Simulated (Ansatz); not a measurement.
Mg3CdSe4: a bulk modulus from differences

The structure comes from a generated guess, relaxed at this level; another structure or a mixture of phases may lie lower.

Theory: Ansatz 0.2.0, DFT PBE, scalar-relativistic, plane waves, PAW. Plane waves to 420 eV, a 12×12×12 mesh through Γ for the 8-atom cell and 0.02 eV Gaussian smearing; no spin polarisation.

```cif
data_structure
_symmetry_space_group_name_H-M 'P 1'
_symmetry_Int_Tables_number 1
_cell_length_a 13.0721
_cell_length_b 13.0721
_cell_length_c 13.0721
_cell_angle_alpha 17.328
_cell_angle_beta 17.328
_cell_angle_gamma 17.328
_cell_volume 172.91
loop_
_atom_site_label
_atom_site_type_symbol
_atom_site_fract_x
_atom_site_fract_y
_atom_site_fract_z
_atom_site_occupancy
Mg1 Mg 0.24853 0.24853 0.24853 1
Mg2 Mg 0.50000 0.50000 0.50000 1
Mg3 Mg 0.75147 0.75147 0.75147 1
Cd1 Cd 0.00000 0.00000 0.00000 1
Se1 Se 0.62243 0.62243 0.62243 1
Se2 Se 0.87424 0.87424 0.87424 1
Se3 Se 0.12576 0.12576 0.12576 1
Se4 Se 0.37756 0.37756 0.37756 1
```

The cell was set to several volumes, with shape and atoms relaxed at each where symmetry leaves them free. Pressure is positive in compression, and energies count from the lowest row.

```tsv
row	V (Å³/atom)	P (GPa)	ΔE (meV/atom)	gap on mesh (eV)
1	19.020	10.16	73.4	1.12
2	19.668	6.98	38.9	1.09
3	20.317	?	?	?
4	20.965	1.96	3.8	1.03
5	21.614	-0.01	0.0	1.00
6	22.262	-1.69	3.5	0.97
7	22.910	-3.12	13.3	0.94
8	23.775	-4.71	34.6	0.90
```

**Question.** Find B = −V·ΔP/ΔV from rows 4 and 6 and from rows 1 and 2, and from the two its slope B′ and its value B0 at zero pressure.

**Answer.** Rows 4 and 6 give −(20.965 + 22.262)/2 × (-1.69 − (1.96))/(22.262 − 20.965) = 60.8 GPa at a mean pressure of 0.14 GPa. Rows 1 and 2 give −(19.020 + 19.668)/2 × (6.98 − (10.16))/(19.668 − 19.020) = 94.9 GPa at a mean pressure of 8.57 GPa. So B′ = (94.9 − 60.8)/(8.57 − (0.14)) = 4.05 and B0 = 60.8 − 4.05 × (0.14) = 60.2 GPa. A third-order Birch–Murnaghan fit to all the energies gives B0 = 60.5 GPa and B′ = 4.3.

**Question.** Estimate the pressure and energy of row 3.

**Answer.** From row 5, V0 = 21.614 × (1 + (-0.01)/60.2) = 21.610 Å³/atom. Murnaghan's form P = (B0/B′)·[(V0/V)^B′ − 1] gives (60.2/4.05) × [(21.610/20.317)^4.05 − 1] = 4.22 GPa; the computed pressure is 4.27 GPa, so the estimate is off by -0.05 GPa. The work of compression from row 4, with the mean of the two pressures, gives ΔE = 3.8 + (4.22 + 1.96)/2 × (20.965 − 20.317)/160.2 × 1000 = 16.3 meV/atom (1 eV/Å³ = 160.2 GPa); the computed value is 16.3 meV/atom.

**Question.** Fit the gap against pressure through the other rows and estimate it at the computed pressure of row 3.

**Answer.** Over the 7 rows the mean pressure is 1.3671 GPa and the mean gap is 1.007 eV. The sums of products of deviations are S_xx = 177.5 and S_xy = 2.547, so the slope is 2.547/177.5 = 0.01435 (r = 0.99, rms misfit 0.01 eV). At 4.27 GPa the line gives 1.007 + (0.01435) × (4.27 − 1.3671) = 1.05 eV. The computed value is 1.06 eV, so the line is off by -0.01 eV, less than the largest miss among the fitted rows (0.02 eV).

Kohn–Sham gaps at this level usually fall short of measured ones. All volumes keep the k mesh of the relaxed cell. A later test with randomly moved atoms came back to the same energy, though modes that don't fit the test's cell weren't probed.

Compression stiffens the crystal and widens its gap at every step. The bulk modulus rises from 60.8 to 94.9 GPa between the two pressure intervals, as expected when short-range repulsion between closed shells steepens faster than the electrostatic attraction. The coordinates describe a rocksalt-type lattice with cation layers stacked along the threefold axis, so Cd sits in octahedral sites, which CdSe itself adopts only under pressure. The moduli therefore belong to this dense arrangement and shouldn't be carried over to tetrahedral Mg–Cd–Se alloys.

The gap grows from 0.90 to 1.12 eV across the full range, probably because the conduction edge has antibonding cation-s character and rises faster than the Se-p valence edge as the bonds shorten. It changes almost linearly with volume, so the flattening of its pressure dependence at high compression mainly reflects the stiffening lattice rather than a change in the band-edge states. The gaps alone don't establish whether the transition is direct or indirect.
